**Q:** I have squeezed and stretched the same CdSe crystal in equal steps, up to 4 % in edge length each way. The pressures don't mirror each other, and some steps look uneven. Why?

Ansatz 0.2.0, r2SCAN density functional theory with plane waves and PAW, for wurtzite CdSe (4 atoms per cell) strained equally along all edges. From 1.5 % compression to 2 % extension the atoms were only scaled with the cell; in the more strained cells they were relaxed. Wave cutoff 500 eV, k mesh 12×12×4, fixed occupations, spin-unpolarised. Pressure and stress are positive in compression; z is along the c axis.

```csv
volume (Å³/atom),c/a,shortest distance (Å),pressure (GPa),stress xx (GPa),stress zz (GPa)
25.541,1.6303,2.550,8.300,8.240,8.430
26.347,1.6303,2.576,5.770,5.730,5.860
27.171,1.6303,2.603,3.570,3.540,3.630
27.589,1.6303,2.616,2.580,2.560,2.600
28.011,1.6303,2.629,1.650,1.640,1.680
28.438,1.6303,2.642,0.790,0.780,0.810
28.868,1.6303,2.655,-0.010,-0.010,0.010
29.743,1.6303,2.682,-1.440,-1.440,-1.430
30.635,1.6303,2.709,-2.670,-2.670,-2.660
31.545,1.6303,2.734,-3.730,-3.720,-3.740
32.473,1.6303,2.761,-4.630,-4.620,-4.640
```

**A:** Start with the two end cells. The smallest pushes outward with 8.3 GPa, while the largest pulls inward with only 4.6 GPa, which the table prints as a negative pressure. The energies of the same runs agree: shortening the edges by 4 % costs 77 meV per atom, lengthening them by 4 % costs 58. The crystal is harder to squeeze than to stretch.

**Q:** But the drops in pressure are erratic. They shrink from 2.20 to 0.99 GPa at one row and later jump up again.

**A:** That is the spacing of the volumes: between 2 % compression and the unstrained cell the steps are half as long as elsewhere. Divide each drop by the relative change of volume and you get a local bulk modulus, the stiffness against a change of volume. It falls at every step, from 81 GPa between the two smallest cells to 31 GPa between the two largest. What needs explaining is this steady softening.

**Q:** Where does it come from? If I treat the bonds as springs, they should push and pull equally hard.

**A:** Ask first what has to give when the volume changes. The ratio of the cell edges, c/a, is fixed, and the shortest Cd–Se distance follows the edges to within 0.05 %, even in the most strained cells, where the atoms were free to shift. The bonds therefore can't escape by tilting; they have to shorten or stretch. Counted per Cd–Se bond, the pressure curve is in effect a force curve, though it also contains the forces between atoms farther apart.

Ideal springs would still give a slight asymmetry, because pressure is force per area and the squeezed cell has smaller faces. That effect is $(1.04/0.96)^2 = 1.17$, whereas the computed ratio of push to pull is 1.79. The remaining factor, $1.79/1.17 = 1.53$, must lie in the forces themselves: per bond, the restoring force is about one and a half times as strong in compression as in tension.

**Q:** Why would a bond behave like that?

**A:** Because attraction and repulsion have different ranges. Orbitals on neighbouring atoms overlap and bind, and a simple rule for s and p orbitals lets this attraction fall off as the inverse square of the distance. The repulsion between electrons forced into the same region grows roughly as the square of the overlap, hence as the inverse fourth power. On squeezing, the steep repulsion takes over quickly; on stretching it fades first, and the gentler attraction is left to pull the crystal back.

Let $x$ be the edge length relative to the unstrained cell, $V_0$ the volume of that cell and $A$ the strength of the attraction. With the repulsion chosen so that the forces balance at $x=1$,

$$E = -\frac{A}{x^2}+\frac{A}{2x^4},\qquad P=-\frac{dE}{dV}=\frac{2A}{3V_0}\left(x^{-7}-x^{-5}\right).$$

The prefactor equals 1.5 times the bulk modulus at zero pressure. It is the only constant fitted, to all eleven pressures, and comes out as 78 GPa, which means a modulus of 52 GPa.

**Q:** Can you show me one row?

**A:** Take the smallest cell, $x = 0.96$, which was part of the fit. There $x^{-7} = 1.3308$ and $x^{-5} = 1.2264$, so the bracket is 0.104 and the pressure $78 \times 0.104 = 8.1$ GPa. The table has 8.3.

**Q:** So the overlap picture is right?

**A:** It gets most of the asymmetry, a ratio of 1.68 where the calculation has 1.79. The miss is systematic, though: the model pushes too weakly in the smallest cell and pulls too strongly in the largest, by 0.2 GPa there. If the exponent of the repulsion is left free, it rises from 4 to about 5.6 and the typical miss drops to 0.005 GPa. The computed bond is thus more lopsided than the simple rule says. The fit can't tell whether it is the repulsion or the attraction that is steeper than the rule says, since raising either exponent bends the curve in the same way. I would expect it to be the repulsion: CdSe is partly ionic, and the attraction between opposite charges, which the model leaves out, falls off more slowly than the inverse square, not faster. A good fit doesn't prove that overlap is the cause either; that part rests on the theory of bonding.

**Q:** There is still something odd in the stresses. The difference between stress zz, along the c axis, and stress xx, across it, shrinks in jumps. At 27.589 Å³ per atom it suddenly halves.

**A:** Here you have to look at how the atoms were placed. From 1.5 % compression to 2 % extension they keep the same fractional positions: they were merely scaled with the cell, which leaves small forces on them. In the more strained cells they were relaxed, down to forces of about 0.001 eV/Å or less. At 27.589, where the scaled cells begin, the leftover force on Cd along the c axis jumps from −0.001 to +0.003 eV/Å, and at 31.545, just after they end, it jumps again by a similar amount. Those are the two rows where the stress difference breaks step.

**Q:** How can such a tiny force show up in a stress?

**A:** Suppose the Cd atoms sit slightly off their resting places along c. Each has one bond along that axis; if the shift stretches it, the three slanted bonds are compressed a third as much. The first changes mainly the stress along c, the others mainly the stress across it, with opposite sign. For simple bond springs the two contributions cancel in the mean pressure, which is why the pressure column stays smooth.

The same spring picture gives the size: force times bond length, divided by the volume of one CdSe pair, or 7.4 GPa of stress difference per eV/Å. A smooth curve plus a term in the leftover force, fitted to all eleven rows, gives 6.9 and leaves a scatter of 0.002 GPa instead of 0.013 without that term. The sign remains untested, because it depends on which way the Cd–Se bond points along c. The force itself arises because the resting places shift slightly with strain while the scaled atoms keep their fractional positions: across those cells it drifts steadily from +0.003 to −0.005 eV/Å.

**Q:** Is anything real left in that difference?

**A:** Yes, on the compressed side. In the smallest cell stress zz exceeds stress xx by almost 0.2 GPa, far more than the leftover forces can produce, so a cell free to change shape at that volume would become slightly longer along c. In the expanded cells the difference is only about 0.02 GPa or less, and at 1 and 2 % extension the leftover forces are large enough to decide its sign.

**Q:** What should I use if I need the stiffness of this crystal under load?

**A:** Don't carry one modulus through the whole range. For pressure acting equally from all sides, take 51 GPa at zero pressure and add 4.5 GPa for each GPa of pressure, or subtract as much for each GPa of tension; at both ends of the table this comes within about 2 GPa of the local values. Don't rely on it all the way to the smallest cells, though: under a few GPa real CdSe is known to change to the rocksalt structure, which these wurtzite cells can't show. And before you read a stress difference of a few hundredths of a GPa, check the forces on the atoms; the fits behind these figures are printed below.

Printed output of the fit:

```
fit of pressure on 11 rows: coefficient of 1/xl**7 - 1/xl**5 77.98 +/- 0.59; rms 0.0944, worst 32.473 -0.206, leave-one-out rms 0.123
fit of pressure on 11 rows: coefficient of 1/xl**(s+3) - 1/xl**5 43.08 +/- 0.018, s 5.575; rms 0.00505, worst 28.868 0.01, leave-one-out rms 0.00548
fit of shear on 11 rows: constant 0.02088 +/- 0.0066, coefficient of pct -0.0233 +/- 0.002, coefficient of pct**2 0.003868 +/- 0.00082; rms 0.0132, worst 27.589 0.0255, leave-one-out rms 0.0188
fit of shear on 11 rows: constant 0.0153 +/- 0.0013, coefficient of pct -0.02568 +/- 0.00039, coefficient of pct**2 0.003756 +/- 0.00015, coefficient of Fz -6.853 +/- 0.45; rms 0.00227, worst 31.545 -0.00404, leave-one-out rms 0.0045
largest mismatch of bond scaling and edge scaling, %: 0.04465
pressure at -4 % over tension at +4 %, computed: 1.793
same ratio for harmonic bonds (geometry alone): 1.174
same ratio for the overlap model: 1.682
local bulk modulus between the two smallest cells, GPa: 81.43
local bulk modulus between the two largest cells, GPa: 31.04
energy cost of the smallest cell, meV/atom: 76.93
energy cost of the largest cell, meV/atom: 58.07
largest gap between energy slope and mean pressure of neighbours, GPa: 0.03263
bulk modulus at zero pressure, overlap model, GPa: 51.99
bulk modulus at zero pressure, free repulsion, GPa: 51.34
pressure derivative of the bulk modulus, free repulsion (overlap model has 4): 4.525
estimated size of zz-xx per leftover force, GPa per eV/A: 7.368
step of zz-xx into row 27.589, GPa: -0.04875
part of it from the force jump by the fit, GPa: -0.02791
step of zz-xx into row 31.545, GPa: -0.03255
part of it from the force jump by the fit, GPa: -0.03243
```
